An electron in a solid that could not screen would feel exact exchange at full strength. In a perfect screener the long-range part of that exchange would vanish. A semiconductor lies between these limits, and a crude count says that a fraction of about 1/ε survives, where ε is the electronic dielectric constant. For this lead oxide the G0W0 run itself gives an ε of about 5.4 across the hexagonal axis and 6.4 along it (values not listed in the table), so roughly a sixth should remain. The hybrid functional HSE06 already mixes in a quarter of exact exchange at short range and none at long range. These two fractions lie on either side of a sixth, which suggests a first rule: **take the HSE06 level, measured from the valence top, and leave it where it is.**

One-shot G0W0 levels of wurtzite-type PbO (4 atoms in the cell, relaxed with r2SCAN), computed with Ansatz 0.2.0 starting from HSE06, with plane waves and PAW and no spin polarisation. The wave cutoff is 420 eV, the screening cutoff 140 eV, the k mesh 6×6×2, with 322 empty bands. Kohn–Sham and quasiparticle levels are each counted from their own valence top.

| band | a (fraction of the reciprocal vector) | b (fraction of the reciprocal vector) | c (fraction of the reciprocal vector) | kohn sham level (eV) | quasiparticle level (eV) | exchange less vxc (eV) | correlation (eV) |
| --- | --- | --- | --- | --- | --- | --- | --- |
| v2 | 0 | 0.3333 | 0 | -1.543 | -1.471 | -2.909 | 3.125 |
| v1 | 0 | 0.3333 | 0 | -1.103 | -1.235 | -2.240 | 2.252 |
| c1 | 0 | 0.3333 | 0 | 3.111 | 3.049 | 3.243 | -3.161 |
| c2 | 0 | 0.3333 | 0 | 4.544 | 4.506 | 3.721 | -3.615 |
| v2 | 0 | 0.3333 | -0.5 | -0.902 | -0.951 | -2.422 | 2.517 |
| v1 | 0 | 0.3333 | -0.5 | -0.902 | -0.951 | -2.422 | 2.517 |
| c1 | 0 | 0.3333 | -0.5 | 2.704 | 2.676 | 3.250 | -3.134 |
| c2 | 0 | 0.3333 | -0.5 | 2.704 | 2.676 | 3.250 | -3.134 |
| v2 | 0 | -0.5000 | 0 | -1.134 | -1.116 | -2.587 | 2.749 |
| v1 | 0 | -0.5000 | 0 | -0.863 | -1.050 | -2.057 | 2.013 |
| c1 | 0 | -0.5000 | 0 | 2.806 | 2.834 | 3.054 | -2.882 |
| c2 | 0 | -0.5000 | 0 | 4.237 | 4.182 | 3.642 | -3.553 |
| v2 | 0 | -0.5000 | -0.5 | -0.713 | -0.836 | -2.110 | 2.131 |
| v1 | 0 | -0.5000 | -0.5 | -0.713 | -0.836 | -2.110 | 2.131 |
| c1 | 0 | -0.5000 | -0.5 | 2.502 | 2.551 | 3.065 | -2.872 |
| c2 | 0 | -0.5000 | -0.5 | 2.502 | 2.551 | 3.065 | -2.872 |
| v2 | 0.1667 | 0.1667 | -0.5 | -0.925 | -0.917 | -2.580 | 2.731 |
| v1 | 0.1667 | 0.1667 | -0.5 | -0.925 | -0.917 | -2.580 | 2.731 |
| c1 | 0.1667 | 0.1667 | -0.5 | 2.904 | 2.829 | 3.383 | -3.314 |
| c2 | 0.1667 | 0.1667 | -0.5 | 2.904 | 2.829 | 3.383 | -3.314 |
| v2 | 0.1667 | 0.3333 | 0 | -0.865 | -0.798 | -2.599 | 2.811 |
| v1 | 0.1667 | 0.3333 | 0 | -0.490 | -0.540 | -2.189 | 2.283 |
| c1 | 0.1667 | 0.3333 | 0 | 3.221 | 3.185 | 3.262 | -3.154 |
| c2 | 0.1667 | 0.3333 | 0 | 4.481 | 4.427 | 3.700 | -3.611 |

**What happens**

The Kohn–Sham level is the starting HSE06 energy, and the quasiparticle level is the G0W0 energy for removing or adding an electron. Labels beginning with v are filled bands and those beginning with c are empty ones; a, b and c give the k point. Each kind of level is counted from its own valence top, which lies at (1/3, 1/3, −1/2) and is not among the rows. I call the difference between the two levels the shift.

Two columns show how the shift arises. "Exchange less vxc" is exact exchange minus what the starting functional had put in its place, and below it is called the exchange term. It pushes every listed filled level down and every listed empty level up. "Correlation" holds the screening, and it pushes each of them back. The sum of the two columns still contains the valence top's own upward shift of 0.144 eV; subtract that and the shift in the table remains.

The vertical gap at (0, −1/2, −1/2), from v1 to c1, shows the scale of this tug-of-war. The exchange term alone would widen it by 5.2 eV, and correlation takes back 5.0 eV. What is left is an opening of less than 0.2 eV. The cancellation can be read directly from the table; that it is so close because the hybrid imitates screened exchange is the argument from theory given above. By the same argument, the gap should open more when G0W0 starts from a functional without exact exchange.

**How good is "leave it"?**

Over the table, leaving the level alone gives a root-mean-square error of 0.08 eV relative to G0W0. The empty levels do better, at 0.05 eV, and the filled ones worse, at 0.10 eV. At c = −1/2 the bands come in pairs of equal energy, which the screw axis and time reversal enforce when spin-orbit coupling is left out. Each such pair is counted once.

A simple next step would be to move all empty levels by one amount (a scissors correction) or to stretch the energy scale. Two filled levels show why that gains little here. Level A is v1 at (0, −1/2, 0), and level B is v2 at (1/6, 1/3, 0). They start only 0.002 eV apart, yet A moves down by 0.19 eV and B moves up by 0.07 eV. Any rule that looks only at the starting energy treats them almost alike, so it must miss at least one of them by about 0.13 eV.

**Why A and B part**

The exchange term pulls B down more strongly than A, by 0.54 eV. If exchange decided the matter, B would end up below A. Correlation, however, pushes B up more strongly than A, by 0.80 eV, and so B ends up above. The level with the stronger exchange term is the one that rises.

Theory offers a reason for the two terms to grow together, though the table alone cannot test it. Taking an electron out of a compact orbital leaves a compact hole. Such an orbital has strong exchange with itself, and its hole also polarises the surroundings strongly, which makes the electron easier to remove and raises the level. A limiting case shows how correlation can even win. If the calculation started from exact exchange alone, the exchange term would be zero, yet the polarisation would still have to be added in full. HSE06 goes part of the way towards that limit.

What makes B differ from A in the first place may be how much lead 6s or 6p is mixed into the oxygen 2p of each state. That is a guess, since it would take an analysis of the orbitals to test it.

**The rule with its second step**

For an empty level, keep the starting value. For a filled level, let X be its exchange term and correct the starting value:

estimate = Kohn–Sham level − 0.3 × (X + 2.5 eV)

In words, a filled level whose exchange term is 1 eV more negative ends up 0.3 eV higher relative to its starting energy. The two constants are rounded from a straight-line fit to the filled levels of this table, and A and B were both part of that fit. The working below therefore shows how to use the rule and is not an independent test of it.

Level A has a weak exchange term, X = −2.057 eV:

- X + 2.5 = 0.443 eV
- correction = −0.3 × 0.443 = −0.133 eV
- estimate = −0.863 − 0.133 = −0.996 eV

G0W0 gives −1.050 eV, so the estimate is 0.05 eV too high. Leaving the level alone would have missed by 0.19 eV, the largest such error in the table.

Level B has a stronger exchange term, X = −2.599 eV:

- X + 2.5 = −0.099 eV
- correction = −0.3 × (−0.099) = +0.030 eV
- estimate = −0.865 + 0.030 = −0.835 eV

G0W0 gives −0.798 eV, so the estimate is 0.04 eV too low. The rule has the two levels moving in opposite directions, as they do in the full calculation, though it makes both movements too small.

**How large the gain is**

With the second step the root-mean-square error over the table falls from 0.08 to 0.04 eV, and the largest single error is 0.08 eV. A fairer comparison leaves out one level at a time and predicts it from the others. The exchange line, with one common shift for the empty levels, then errs by 0.05 eV. A scissors step combined with a stretch has just as many fitted constants and errs by 0.07 eV, hardly better than leaving the levels alone. The output printed below gives both fits.

This success has a built-in side. The exchange term is itself one of the two parts of the shift, so some relation between them is no surprise. What the table adds is the sign: among the filled levels, correlation as a rule more than makes up for differences in exchange. The clear exception is v1 at (0, 1/3, 0), which has a slightly stronger exchange term than v1 at (1/6, 1/3, 0) and yet moves down further. The line is a short description of that balance, and the factor 0.3 is no constant of nature.

**What to do about it**

If only an HSE06 band structure is at hand, use it as it stands and allow about 0.1 eV for the position of a filled level relative to the valence top. If the order of close-lying filled levels matters, obtain the exchange term as well. It is the easier half of a G0W0 calculation, because it needs neither empty bands nor a model of the screening.

For the band gap, the second step is not needed. The lowest empty level, c1 at (0, −1/2, −1/2), sits at 2.50 eV in HSE06 and 2.55 eV in G0W0. Both values hold for the points of the k mesh; band edges lying between those points would make the gap somewhat smaller. In the data makers' tests on other systems, calculations of this kind fell short of the gap they would reach with a complete basis by 6 to 9 % in the median. No such test was made for this crystal. If the same shortfall applies here, it is about 0.2 eV, several times the difference between the two values, and it acts in one direction: a converged G0W0 gap would lie 0.2 to 0.3 eV above the HSE06 one. The close agreement would then be partly a product of the settings. The same probably holds for the other empty levels, since their error of 0.05 eV is measured against G0W0 values from the same settings.

**Where the rule stops**

The correction for filled levels rests on exchange terms between about −2 and −3 eV, for states within roughly 1.5 eV of the valence top. The limit X = 0 shows why it should not be carried further: the formula would then lower a level by 0.75 eV, although no exchange term would be left to pull it down. Deeper bands, with other orbitals, need their own calculation. So does another starting functional, because both the exchange term and the starting level change with it. Another compound needs its own check too, since only this one was used here. Where ε is much smaller, HSE06 holds too little exact exchange, and even the first rule, to leave the level alone, should fail.

The rule also estimates a G0W0 result, which is not the same as a measured level. Spin-orbit coupling is left out, and in lead compounds it can move the conduction edge by several tenths of an eV or more if lead 6p states form that edge. The crystal itself is a hypothetical wurtzite-type form that need not be stable, whereas the lead oxide of industry is litharge or massicot. For a real material, the choice of structure and the spin-orbit coupling deserve attention before the last 0.05 eV of this rule.

Numerical output:

```
fit of shift on 18 rows (distinct): coefficient of filled -0.07735 +/- 0.036, coefficient of empty 0.09701 +/- 0.1, coefficient of ks -0.0375 +/- 0.029; rms 0.0635, worst v1 0.142, leave-one-out rms 0.0735
  rows outside the fit (model, value, miss): v2 -0.04353, -0.049, 0.00547; c2 -0.004387, -0.028, 0.0236; v2 -0.05061, -0.123, 0.0724; c2 0.003187, 0.049, -0.0458; v2 -0.04267, 0.008, -0.0507; c2 -0.01189, -0.075, 0.0631
fit of shift on 18 rows (distinct): coefficient of filled -0.7567 +/- 0.12, coefficient of empty -0.03011 +/- 0.014, coefficient of fx -0.2966 +/- 0.051; rms 0.037, worst c1 -0.0791, leave-one-out rms 0.0455
  rows outside the fit (model, value, miss): v2 -0.03832, -0.049, 0.0107; c2 -0.03011, -0.028, -0.00211; v2 -0.1309, -0.123, -0.00786; c2 -0.03011, 0.049, -0.0791; v2 0.008548, 0.008, 0.000548; c2 -0.03011, -0.075, 0.0449
own upward shift of the valence top, exchange + correlation less listed shift (eV): 0.1439
keep the level: rms error, distinct levels (eV): 0.07623
keep the level: rms error, filled levels (eV): 0.09573
keep the level: rms error, empty levels (eV): 0.04957
shift of A, v1 at (0, -1/2, 0) (eV): -0.187
shift of B, v2 at (1/6, 1/3, 0) (eV): 0.067
shift of B less shift of A (eV): 0.254
exchange term of B less that of A (eV): -0.542
correlation of B less that of A (eV): 0.798
hand rule for A (eV): -0.9959
hand rule less computed, A (eV): 0.0541
hand rule for B (eV): -0.8353
hand rule less computed, B (eV): -0.0373
hand rule: rms error, distinct levels (eV): 0.04398
hand rule: largest error (eV): 0.075
opening of the least gap, G0W0 less HSE06 (eV): 0.049
exchange part of the change of the vertical gap at (0, -1/2, -1/2) (eV): 5.175
correlation part of the same change (eV): -5.003
```
